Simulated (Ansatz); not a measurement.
MnPt₂: the change of pressure and energy above lowest point with volume scale

All results are calculated (Ansatz 0.2.0). Free energy against uniform scaling of the volume at fixed shape and fractions; periodic cell, basis, potentials, k mesh and filling as listed.

The cell before it is scaled or strained (space group P-3m1, No. 164):
```
MnPt2
1.0
      2.8679     0.0000     0.0000
     -1.4340     2.4837     0.0000
      0.0000     0.0000     6.5542
Mn Pt
1 2
Direct
  0.00000 0.00000 0.00000
  0.33333 0.66667 0.68379
  0.66667 0.33333 0.31621
```

Settings of every row: functional PBE; dispersion D3(BJ)+ATM; potentials PAW; wave cutoff 550 eV; density cutoff 2200 eV; k mesh 12x12x5; k shift 0x0x0; occupations fermi dirac; smearing width 0.15 eV; spin collinear; SCF threshold exponent -10.

Limits: coarse k mesh, up to 40 meV an atom off; no spin-orbit coupling, which can matter with elements this heavy; the cell comes from a prototype or a list of computed structures and needn't be the stable phase; with one magnetic atom in the cell only parallel moments are possible.

| row | volume scale | V (Å³/atom) | pressure (GPa) | energy above lowest point (meV/atom) |
| --- | --- | --- | --- | --- |
| 1 | 0.9406 | 14.637 | 3.45 | 1.3 |
| 2 | 0.9703 | 15.1 | -2.4 | 0 |
| 3 | 1 | 15.562 | -7.43 | 14.4 |
| 4 | 1.0297 | 16.024 | ? | ? |
| 5 | 1.0594 | 16.486 | -15.28 | 81.2 |

Question: what pressure and energy above lowest point should row 4 give?

Worked fit of pressure. Take u = (V_r/V)^(2/3) − 1 with V_r = 15.331 Å³ an atom, which is twice the finite (Eulerian) strain; such expansions in the strain, on which the Birch-Murnaghan equation of state is built, carry the rest volume and the bulk modulus. The shown rows have u = 0.03136, 0.01017, -0.00992, -0.04727. Least squares give pressure = −5.015 + 249 × u + 672.9 × u² GPa; a straight line predicts inner rows, each left out in turn, worse (root mean square 0.65 against 0.027 GPa). The rows lie off it by -0.01, 0.01, -0.01, 0.00. The pressure vanishes at u = 0.0191, or V = 14.9 Å³ an atom, and there the bulk modulus at fixed shape and fractions is B = −V dP/dV = (2/3)(1 + u) dP/du = 187 GPa. Letting shape and atoms relax would as a rule lower it, by much in layered, chain or molecular crystals. The withheld row has u = -0.02904, so the fit gives −5.015 + 249 × (-0.02904) + 672.9 × (-0.02904)² = -11.68 GPa.

The calculation gave -11.7 GPa. The fit lies 0.02 GPa (0.11 % of the column's range) above it; its largest miss of a shown row is 0.01 GPa.

Worked fit of energy above lowest point. Take u = (V_r/V)^(2/3) − 1 with V_r = 15.331 Å³ an atom, which is twice the finite (Eulerian) strain; such expansions in the strain, on which the Birch-Murnaghan equation of state is built, carry the rest volume and the bulk modulus. The shown rows have u = 0.03136, 0.01017, -0.00992, -0.04727. Least squares give energy above lowest point = 5.4 − 718.5 × u + 18725 × u² meV/atom; a straight line predicts inner rows, each left out in turn, worse (root mean square 18 against 0.068 meV/atom). All shown rows lie on it to the printed digit. Its lowest point lies at u = 0.0192, or V = 14.9 Å³ an atom, and the curvature there gives the bulk modulus at fixed shape and fractions, B = (4/9)(1 + u)² E″(u)/V = 186 GPa. Letting shape and atoms relax would as a rule lower it, by much in layered, chain or molecular crystals. The withheld row has u = -0.02904, so the fit gives 5.4 − 718.5 × (-0.02904) + 18725 × (-0.02904)² = 42.1 meV/atom.

The calculation gave 42.1 meV/atom. The fit meets it to the printed digit.
